Q: I have a crystal of aluminium sheared in one plane, step by step. I had thought of a shear as a change of shape and nothing else, so I expected a stress proportional to the strain and no pressure. The table disagrees on both counts.

Fcc aluminium (conventional a = 3.963 Å) under homogeneous xy engineering shear, calculated with Ansatz 0.2.0: plane-wave PAW, scalar-relativistic, PBEsol with D3(BJ) dispersion, no spin polarisation. Cutoff 420 eV, k mesh 26×26×26, Gaussian smearing 0.15 eV. Energy changes are free energies relative to the unstrained cell; pressure is positive in compression.

| strain | energy change (meV/atom) | tensile stress along pattern (GPa) | pressure (GPa) |
| --- | --- | --- | --- |
| -0.04 | 4.0 | -1.92 | 0.20 |
| -0.02 | 1.1 | -1.07 | 0.07 |
| 0 | 0.0 | 0.00 | 0.03 |
| 0.005 | 0.1 | 0.28 | 0.03 |
| 0.01 | 0.3 | 0.55 | 0.04 |
| 0.015 | 0.6 | 0.82 | 0.05 |
| 0.025 | 1.6 | 1.31 | 0.09 |
| 0.03 | 2.3 | 1.53 | 0.12 |
| 0.035 | 3.1 | 1.73 | 0.16 |

A: Your expectation is right in one limit, so begin there. The column "tensile stress along pattern" is the shear stress here, and the strain γ is the change of the right angle between the x and y axes. Going from γ = 0.005 to 0.01 takes the stress from 0.2746 to 0.5484 GPa in the unrounded output, practically double. The pressure hardly moves from the 0.03 GPa that the unstrained cell already carries.

Q: So for a very small shear it is a spring. What are the atoms doing?

A: Each atom has twelve nearest neighbours. Two of them lie along one diagonal of the xy face and come closer, and two lie along the other diagonal and move away. The remaining eight keep their distance, apart from a change of second order. Each diagonal takes half the strain, so at the largest shear the short neighbours go from 2.80 to 2.75 Å, which is 2 %. The crystal pushes back along the short diagonal and pulls back along the long one, and in the limit of small strain push and pull are equal.

Q: Two rows have negative strain. Do they belong to the same story?

A: They do, and they show what symmetry demands. Reversing the shear only swaps the two diagonals, and the result is the same crystal turned by a quarter turn. The shear stress must therefore change sign, while energy and pressure must stay the same. You can read off a row that is not there: at +0.02 the energy change is 1.1 meV and the pressure 0.07 GPa, as at −0.02. A stretch along a cube edge has no such protection, because stretching and squeezing an edge give different crystals.

Q: Then the pressure can't start in proportion to the strain, or it would change sign too.

A: Exactly. The lowest power it may contain is the square, and the lowest correction to a straight line of stress is the cube. Write δ = γ/2 for the fractional change of each diagonal. The simplest picture is then

push = kδ + hδ² − qδ³

pull = kδ − hδ² − qδ³

Half the sum of the two is the shear stress, and half their difference is the extra pressure in the plane. The constant k is the spring, h makes push and pull unequal, and q weakens both.

Q: Why should h be positive? Couldn't the pull be the stronger one?

A: Atoms resist being pushed together more and more steeply, whereas their hold on each other slackens as they are drawn apart. The same lopsidedness makes most solids expand on heating. The stress tensor, turned to the diagonals, shows the imbalance, though not its cause. At a strain of 0.04 the push has grown to 2.20 GPa and the pull only to 1.65 GPa, both counted from the unstrained cell. The crystal is trying to spread out in the plane of the shear.

Q: Let me object. If one diagonal shrinks by δ and the other grows by δ, the area isn't quite conserved. Perhaps the cell is simply being compressed.

A: That is a fair objection, and you can work it out. The area changes by the factor (1 − δ)(1 + δ) = 1 − δ², and the height stays fixed. At γ = 0.04, δ is 0.02, so the volume falls by 0.02² = 0.0004, or 0.04 %. Multiply by the bulk modulus of aluminium, roughly 80 GPa as a textbook size and not a result of this calculation, and you get about 0.03 GPa.

Q: The table has the pressure rising from 0.03 to 0.20 GPa, so that is only about a fifth of it.

A: The direction of the pressure agrees with this. Within the plane it rises by 0.27 GPa, while along z it changes by only about 0.03 GPa, and downwards. A plain compression would have raised it about equally on all sides. The listed pressure is the average over three directions, which hides how one-sided the effect is.

Q: That settles the pressure for me. Is the bending of the stress curve the same effect, with the stretched neighbours losing their grip?

A: It is tempting to say so, but look at the formulas. The term with h drops out when you add push and pull, so lopsidedness of this order can't bend the shear stress. An ordinary bond curve makes matters worse: its repulsion steepens so fast that the average of push and pull would grow slightly faster than the strain. The calculation shows the opposite. At 0.04 the stress is 12 % below the straight line drawn through the smallest strain.

Q: Could that be an error in the stress alone?

A: The energy gives the same verdict. Energy is the stress added up along the way, so a weakening that sets in late shows less in it. It ends 6 % below the parabola that belongs to the same straight line, about half the shortfall of the stress. The softening is therefore a property of the calculated energy curve.

Q: If it isn't the bonds, what is it?

A: In a simple metal the electrons are shared by the whole crystal, and the picture of separate bonds leaves that out. In the cubic crystal the electron states that run along the two diagonals have equal energies. Shear raises some and lowers others, and electrons move from the raised states to the lowered ones. This saves energy and so reduces the resistance to shear. If the saving only grew as the square of the strain, it would merely make the spring softer from the start; to bend the curve downwards it has to grow faster than that.

Q: Does the table show that this happens?

A: It shows the softening but not its cause. That electrons are redistributed in a sheared metal is standard physics. That this redistribution is what bends the curve here is my guess, because we have no band energies for the strained cells.

Q: Is there at least a hint in the way the curve bends?

A: There is an irregularity that the simple formula misses. With a cubic correction, the slope of the stress should fall by a larger amount at each equal step. Instead it falls fastest around a strain of 0.025 and then begins to level off. Between 0.02 and 0.025 the slope is 48 GPa, between 0.025 and 0.03 it is 43 GPa, and over the last two steps it is 40 and 39 GPa.

Q: As if something had switched on and then run its course.

A: That would fit a group of electron states passing through the highest occupied energy: the transfer sets in, and then its effect saturates. But the calculation samples the electron states on a finite mesh, and the shear stiffness of aluminium is known to need a very fine one. Too coarse a mesh could produce the uneven slope and even part of the softening, in energy and stress alike. The blurring of the occupation explains little of the softening at a strain of 0.04: extrapolating the energy to no blurring raises it there by 0.03 meV, about a tenth of its shortfall. At 0.025 it matters more, because the same step raises the energy by 0.02 meV and the whole shortfall is only about 0.03 meV. Blurring probably makes the bend set in earlier and more gently than it otherwise would. The dispersion correction should vary too smoothly to cause so sudden a change. A run with a finer mesh would be the first test, and we don't have one.

Q: So how far can I trust the picture with k, h and q?

A: Use it for what symmetry allows, not for sizes. The extra pressure in the plane should grow fourfold when the strain doubles from 0.02 to 0.04, but it goes from 0.054 to 0.27 GPa, about fivefold. The shortfall of the stress should grow eightfold, but it goes from 0.024 to 0.27 GPa, about elevenfold. Both effects grow faster than the formula says, the softening more so. Nor does the formula predict that the stress softens: I gave q its sign to match the calculation.

Q: One more thing puzzles me. The push along the short diagonal stays within 3 % of the straight line in every strained row. Does that diagonal not soften at all?

A: It does, but there the two corrections have opposite signs: the steeper repulsion adds to the push about what the softening takes away. On the long diagonal both act in the same direction, and at 0.04 the pull is 25 % below the line. The near-perfect spring on one side is a cancellation, and I wouldn't count on it beyond these strains.

Q: Could I put the stiffness into a design calculation?

A: No. The initial stiffness is 55 GPa, while the measured shear constant of aluminium is roughly 30 GPa. The calculated crystal is also too compact, and a compact crystal is stiffer. For the compactness I suspect the dispersion correction, which can bind metals too strongly because it ignores how mobile electrons screen such forces. The finite mesh may add its own error to the stiffness. Without a run that omits the correction and one with a finer mesh, we can't say how much each contributes. What you can take away is the reasoning from symmetry, which holds whatever the stiffness turns out to be.

The analysis program printed:

```
Stresses in GPa, changes from the undisturbed cell:
    row  shear stress  Hooke line  push on short diagonal  pull on long diagonal  in-plane pressure rise  pressure change along z
  -0.04         1.923       2.197                   2.195                  1.652                   0.272                  -0.0343
  -0.02         1.074       1.098                   1.128                  1.021                 0.05392                 0.003007
    0.0             0           0                       0                      0                       0                        0
  0.005        0.2746      0.2746                  0.2778                 0.2715                0.003144                 0.000591
   0.01        0.5484      0.5492                  0.5609                 0.5358                 0.01258                 0.002131
  0.015        0.8174      0.8239                  0.8462                 0.7885                 0.02887                 0.003577
  0.025         1.312       1.373                   1.402                  1.222                 0.09021                -0.001828
   0.03         1.529       1.648                   1.668                   1.39                   0.139                 -0.01167
  0.035         1.729       1.922                   1.929                  1.529                  0.2003                 -0.02395
Slope of the shear stress from the row before, GPa:
    row  slope
  -0.02  42.45
    0.0  53.72
  0.005  54.92
   0.01  54.75
  0.015   53.8
  0.025  49.49
   0.03   43.3
  0.035  40.07
Slope between strains 0.015 and 0.02, GPa: 51.42
Slope between strains 0.02 and 0.025, GPa: 47.56
Slope between strains 0.035 and 0.04, GPa: 38.87
Stiffness from the smallest strain, GPa: 54.92
Stress over strain at 0.04, GPa: 48.09
Stress below the Hooke line at 0.04, percent: 12.45
Energy below the Hooke parabola at 0.04, percent: 5.98
Pull below the Hooke line at 0.04, percent: 24.83
Largest departure of the push from the Hooke line, percent: 2.722
Pressure rise at 0.04, GPa: 0.1699
Pressure rise at 0.04 over that at 0.02: 4.598
Volume loss at 0.04, percent: 0.04
Pressure from the volume loss alone at 0.04, GPa: 0.032
```
